Appendix: The quantum recurrence theorem

A.1 Premises and statement

A closed system evolves under a time-independent self-adjoint Hamiltonian H, so that ψ(t) = U(t)ψ(0) with U(t) = exp(−iHt/ħ), and no measurement interrupts the evolution. The initial state is normalised and lies in the closed span of the eigenvectors of H; this holds for every state when the eigenvectors form a complete set, as for a purely discrete spectrum. Let E_k be the distinct eigenvalues with projectors P_k, ω_k = E_k/ħ, and p_k = ‖P_kψ(0)‖². Only occupied levels (p_k > 0) are listed; they are finite or countable in number and Σ p_k = 1. A degenerate level counts once, and no moment of the energy need be finite. Define

d(T) = ‖ψ(T) − ψ(0)‖,  A(T) = ⟨ψ(0)|ψ(T)⟩ = Σ_k p_k exp(−iω_kT),

and let dist(x) be the distance of a real x from the nearest integer.

Theorem (Bocchieri and Loinger, 1957, with explicit bounds added). For every ε > 0:
(a) for every τ > 0 there is a T with τ ≤ T ≤ τQ^D and d(T) < ε, where Q is the smallest integer not below 2√2π/ε and D is a number of levels leaving a weight below ε²/8 outside;
(b) there is a length ℓ(ε) such that every time interval of length ℓ contains such a T, so ψ(t) is almost periodic in the sense of H. Bohr;
(c) the state returns exactly, up to a global phase, at some T > 0 if and only if all gaps between occupied levels are integer multiples of one frequency.

A.2 The distance as a sum over levels

Since U(T)P_k = exp(−iω_kT)P_k and the vectors P_kψ(0) are mutually orthogonal,

d(T)² = Σ_k p_k |exp(−iω_kT) − 1|² = 4 Σ_k p_k sin²(ω_kT/2) = 2[1 − Re A(T)].  (1)

The second form uses |exp(−ix) − 1|² = 2 − 2cos x = 4 sin²(x/2). The series is dominated by 4Σp_k, so it converges uniformly in T and d is continuous. Unitarity gives

‖ψ(t+T) − ψ(t)‖ = ‖U(t)[ψ(T) − ψ(0)]‖ = d(T) for all t,  (2)

so a return of the initial state repeats the whole history to the same accuracy. Because d(0) = 0 and d is continuous, short times satisfy d < ε trivially; from sin²x ≤ x², d(T) ≤ |T|Ω with Ω² = Σp_kω_k² when this sum is finite. The content of (a) is that τ may be chosen as large as one likes.

A.3 Truncation

Because Σp_k converges, some finite set of D levels, labelled k = 1…D, leaves a tail weight η = Σ_{k>D} p_k < ε²/8. With sin² ≤ 1 in the tail, (1) gives for all T

d(T)² ≤ 4 Σ_{k≤D} p_k sin²(ω_kT/2) + 4η,  4η < ε²/2.  (3)

D depends on ε and on the state, and grows without limit as ε → 0 if infinitely many levels are occupied.

A.4 Dirichlet's lemma and part (a)

Lemma. For real α_1…α_D and an integer Q ≥ 1 there is an integer q, 1 ≤ q ≤ Q^D, with dist(qα_k) < 1/Q for all k.

Proof. Let x_j be the vector of fractional parts of jα_1…jα_D, a point of the cube [0,1)^D. Divide the cube into Q^D half-open cells of side 1/Q. Among the Q^D + 1 points x_0…x_{Q^D} two share a cell, say j > j′. Each component of x_j − x_{j′} is smaller than 1/Q in magnitude and differs from (j − j′)α_k by an integer. Take q = j − j′.

Put α_k = ω_kτ/2π and T = qτ. Then ω_kT/2 = πqα_k = π(N_k + δ_k) with N_k an integer and |δ_k| < 1/Q, so sin²(ω_kT/2) = sin²(πδ_k) ≤ π²δ_k² < π²/Q². The head of (3) is therefore below 4π²/Q², which does not exceed ε²/2 when Q ≥ 2√2π/ε ≈ 8.886/ε. Adding the tail, d(T)² < ε², with

τ ≤ T ≤ τQ^D.  (4)

As τ is arbitrary, returns occur at arbitrarily large times.

The exponent can be lowered. If ω_1 ≠ 0, choosing τ as a multiple of 2π/|ω_1| makes α_1 an integer and leaves D − 1 conditions. If only the ray matters, the replacement ω_k → ω_k − ω_1, which changes ψ(t) by a global phase, removes a further condition. If ω_k = Σ_j m_kj Ω_j with integers m_kj and r generating frequencies Ω_j, apply the lemma to Ω_jτ/2π with an integer Q′. Then dist(qα_k) < M/Q′ with M = max_k Σ_j |m_kj|, and

T ≤ τQ′^r for an integer Q′ ≥ 2√2πM/ε.  (5)

At small ε and fixed D the exponent is thus set by the number of rationally independent frequencies.

A.5 Part (b)

Fix τ, Q and the cells as above and follow x_j for all j ≥ 0. Finitely many cells exist; for each visited cell let j_c be the first visit and K the largest j_c. For any integer m ≥ 0 the point x_m lies in some visited cell c, so q = m − j_c obeys dist(qα_k) < 1/Q and d(qτ) < ε, with m − K ≤ q ≤ m. An interval of length (K + 1)τ on the positive axis contains K + 1 consecutive multiples of τ and hence such a qτ. Since d(−T) = d(T), the negative axis behaves alike, and T = 0 covers intervals containing the origin; ℓ = (K + 1)τ serves. Continuity, property (2) and this relative density are Bohr's definition.

K is finite but is not bounded by Q^D. For one small frequency ω_1 the phase needs a time of order 2π/ω_1 to come round, however coarse Q is. Bound (4) limits the first return on the grid τ, 2τ, …, not the waiting time between returns.

A.6 Growth of the mean recurrence time

The exponential growth with D is real for generic spectra. Take exactly D levels with rationally independent frequencies, and phases θ_k = ω_kt mod 2π in (−π, π]. The time average of exp(iΣ m_kθ_k) vanishes for every nonzero integer vector m, because Σm_kω_k ≠ 0, and so equals its average over the torus. Trigonometric polynomials approximate continuous functions uniformly, and the indicator of a region with a boundary of zero volume is bracketed by continuous functions, so the fraction of time spent in a region is its share of the volume (2π)^D. For ε² ≪ p_k (all k), (1) reduces to Σp_kθ_k² < ε², a ball of radius ε in y_k = √p_k θ_k. The fraction of time with d < ε is

f ≈ V_D ε^D / [(2π)^D Π_k √p_k],  V_D = π^(D/2)/Γ(D/2 + 1).  (6)

The phase point crosses the ball on parallel chords at speed Ω in y. The mean chord is the volume over the cross-section, V_Dε/V_{D−1}, and the mean spacing of visits is the mean duration divided by f:

T_mean ≈ (2π)^D Π_k √p_k / (V_{D−1} ε^(D−1) Ω).  (7)

The power ε^−(D−1) matches the improved form of (4). For equal weights p_k = 1/D, Stirling's formula V_D ≈ (2πe/D)^(D/2)/√(πD) turns (6) into 1/f ≈ √(πD) (√(2π/e)/ε)^D, with √(2π/e) = 1.52.

A.7 Part (c): exact revivals

The ray returns at T when |A(T)| = 1. Now |Σp_k exp(−iω_kT)| ≤ Σp_k = 1, and with all p_k > 0 equality holds only if every phase factor is the same number, that is

(ω_k − ω_l)T ∈ 2πℤ for all occupied k, l.  (8)

Hence a revival at T exists exactly when all gaps are integer multiples of 2π/T, and the shortest is T = 2π/Ω_0 with Ω_0 the largest common divisor of the gaps. The vector itself returns, d(T) = 0, only if each ω_kT is a multiple of 2π, a condition that depends on the zero of energy. For finitely many levels, rational ratios of the gaps suffice, since a common denominator exists. For infinitely many they do not. The bound levels −Ry/n² of the nonrelativistic Coulomb problem have rational gap ratios, but the gaps tend to zero and cannot all be multiples of one Ω_0 > 0. A superposition of infinitely many of them obeys (a) and (b) and has no exact revival.

A.8 Observables and mixed states

For a bounded observable B, write ψ_T = ψ(T) and ψ_0 = ψ(0). Then ⟨ψ_T|B|ψ_T⟩ − ⟨ψ_0|B|ψ_0⟩ = ⟨ψ_T − ψ_0|B|ψ_T⟩ + ⟨ψ_0|B|ψ_T − ψ_0⟩, and the Schwarz inequality gives

|⟨B⟩(T) − ⟨B⟩(0)| ≤ 2‖B‖ d(T).  (9)

A density operator ρ = Σ w_j|ψ_j⟩⟨ψ_j|, each ψ_j satisfying the premise, is the reduced state of Ψ = Σ√w_j ψ_j⊗e_j with orthonormal auxiliary vectors e_j. Under H⊗1 the vector Ψ satisfies the premise with the same eigenvalues, and (9) applied to B⊗1 shows that Tr ρ(t)B recurs as well.

A.9 Range of validity

Point spectrum is what the proof uses; the eigenvalues may accumulate or be dense. If a weight w lies in an absolutely continuous part of the spectrum, its contribution to A(T) is the Fourier transform of an integrable energy density and tends to zero by the Riemann–Lebesgue lemma. The rest of A is at most 1 − w in magnitude, so (1) gives d² ≥ 2w − o(1) at late times, and no late return occurs for ε² < 2w. For a singular continuous spectrum Wiener's theorem, quoted here without proof, makes the time average of |A|² vanish, which excludes (b). A continuum that arises from an infinite-volume limit, or from coupling to an unbounded bath or radiation field, removes the theorem; at finite volume it holds with a D that grows with the system. A general time-dependent H is not covered. For a periodic H the argument carries over to multiples of the period if the one-period evolution operator has a complete set of eigenvectors. Unbounded observables are not controlled by (9). Bound (4) is a worst case over spectra, and (6) and (7) need independent frequencies and ε² ≪ p_k.

A.10 Electron in an infinite well

For mass m confined to 0 < x < L, the eigenfunctions φ_n = √(2/L) sin(nπx/L) have E_n = n²E_1 with E_1 = π²ħ²/(2mL²), measured from the well bottom. All energies are integer multiples of E_1 (r = 1), so every state returns as a vector at

T_rev = 2πħ/E_1 = 4mL²/(πħ).  (10)

At T_rev/2 the phase factor is exp(−iπn²) = (−1)^n, while φ_n(L − x) = (−1)^(n+1) φ_n(x). Therefore ψ(x, T_rev/2) = −ψ(L − x, 0), the mirror image.

Take the free-electron mass and an illustrative width L = 10 nm. Then E_1 = 3.760 meV and T_rev = 1.0998 ps. Let the electron start in the ground state of the left half, ψ(x,0) = (2/√L) sin(2πx/L) for x < L/2 and zero beyond. With u = x/L, c_n = 2√2 ∫_0^(1/2) sin(2πu) sin(nπu) du. The product-to-sum formula gives c_2 = 1/√2 and, for n ≠ 2,

c_n = 4√2 sin(nπ/2) / [π(4 − n²)].  (11)

Even n other than 2 are empty, and odd n have p_n = 32/[π²(n² − 4)²], summing to 1/2. Numerically p_1 = 0.3603, p_2 = 0.5, p_3 = 0.1297, p_5 = 0.00735. The mean energy is that of the half-width ground state, 4E_1 = 15.04 meV, while ⟨H²⟩ diverges because n⁴p_n tends to a constant; the theorem applies regardless. The gaps E_2 − E_1 = 3E_1 and E_3 − E_2 = 5E_1 are coprime multiples of E_1, so by (8) even the ray has no period shorter than T_rev. Since an odd n = 2k + 1 has n² = 4k(k + 1) + 1, which leaves remainder 1 on division by 8,

A(jT_rev/8) = ½ exp(−iπj/4) + ½ (−1)^j.  (12)

This vanishes at j = 4, where the packet sits in the right half and d = √2, and equals 1 at j = 8.

Compare the general bound for ε = 0.2. The tail must be below ε²/8 = 0.005. Keeping n = 1, 2, 3 leaves 0.0101, and adding n = 5 leaves 0.00270, so D = 4. From 2√2π/ε = 44.43, Q = 45 and Q⁴ = 4100625. Choose τ = ħ/(4E_1) = T_rev/8π = 43.76 fs, for which ω_nτ/2 = n²/8. The first three levels alone give d(τ)² ≥ 0.904, so the state has left by then. Bound (4) guarantees a return before τQ⁴ = 179 ns, or 1.63×10⁵ T_rev.

The commensurate spectrum does far better. T_rev equals 25.13 τ, and at q = 25 (T = 1.094 ps) the phase of level n falls short of a multiple of 2π by n²(2π − 25/4) = 0.0332 n² rad. In (3) the head is then 0.0255 and the tail bound 4η = 0.0108, so d² ≤ 0.0363 < ε² = 0.04. This holds although level 5 is off by 0.132 of a cycle, more than 1/Q = 0.0222, because its weight is small.

Departures δE_n from the n² law enter through (1) as d(T_rev)² = 4Σp_n sin²(πδE_n/E_1). The relativistic kinetic term −p⁴/(8m³c²) gives δE_n = −E_n²/(2mc²) in first order and a phase of magnitude πn⁴E_1/(mc²) at T_rev, only 1.4×10⁻⁵ rad for n = 5. A shift of level 2 alone reaches d = 0.2 when 2 sin²(πδE_2/E_1) = 0.04, that is at δE_2 = 0.170 meV or 1.1 per cent of E_2. A finite barrier or a nonparabolic band that distorts the n² ladder by this much spoils the first revival at that accuracy, and any weight above a finite barrier is lost to the continuum as in A.9. The times 1.0998 ps and 179 ns are those of the hard-wall, free-mass model and of no particular material; both scale as mL².